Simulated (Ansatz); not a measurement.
# A series in volume scale on HfN

Results calculated with Ansatz 0.2.0, not measured. Free energy against uniform scaling of the volume at fixed shape and fractions; periodic cell, basis, potentials, k mesh and filling as listed.

The cell before it is scaled or strained (space group Fm-3m, No. 225):
```
CELL_PARAMETERS angstrom
0.00000 2.25600 2.25600
2.25600 0.00000 2.25600
2.25600 2.25600 0.00000
ATOMIC_POSITIONS crystal
Hf 0.00000 0.00000 0.00000
N 0.50000 0.50000 0.50000
```

Settings of every row: functional LDA; dispersion none; potentials PAW; wave cutoff 571.44 eV; density cutoff 2285.8 eV; k mesh 11x11x11; k shift 0x0x0; occupations fermi dirac; smearing width 0.05 eV; spin none.

Limits: coarse k mesh, up to 40 meV an atom off; odd electron count without spin; no spin-orbit coupling, which can matter with elements this heavy.

```
row  volume scale  V (Å³/atom)  energy above lowest point (meV/atom)
  1          0.92       10.563                                  31.9
  2        0.9467        10.87                                     ?
  3        0.9733       11.175                                     0
  4             1       11.482                                   8.8
  5        1.0267       11.789                                  31.1
  6        1.0533       12.094                                  65.2
  7          1.08       12.401                                 109.4
```

Question: what energy above lowest point should row 2 give?

Worked fit of energy above lowest point. Take u = (V_r/V)^(2/3) − 1 with V_r = 11.636 Å³ an atom, which is twice the finite (Eulerian) strain; such expansions in the strain, on which the Birch-Murnaghan equation of state is built, carry the rest volume and the bulk modulus. The shown rows have u = 0.06662, 0.02732, 0.00892, -0.00867, -0.02541, -0.04156. Least squares give energy above lowest point = 18.38 − 1272.9 × u + 22143 × u² meV/atom; a straight line predicts inner rows, each left out in turn, worse (root mean square 27 against 0.17 meV/atom). The rows lie off it by 0.0, -0.1, 0.0, 0.0, 0.2, -0.1. Its lowest point lies at u = 0.0287, or V = 11.15 Å³ an atom, and the curvature there gives the bulk modulus at fixed shape and fractions, B = (4/9)(1 + u)² E″(u)/V = 299 GPa. The withheld row has u = 0.04644, so the fit gives 18.38 − 1272.9 × (0.04644) + 22143 × (0.04644)² = 7.0 meV/atom.

The calculation gave 6.9 meV/atom. The fit lies 0.1 meV/atom (0.091 % of the column's range) above it, one unit of the last digit.
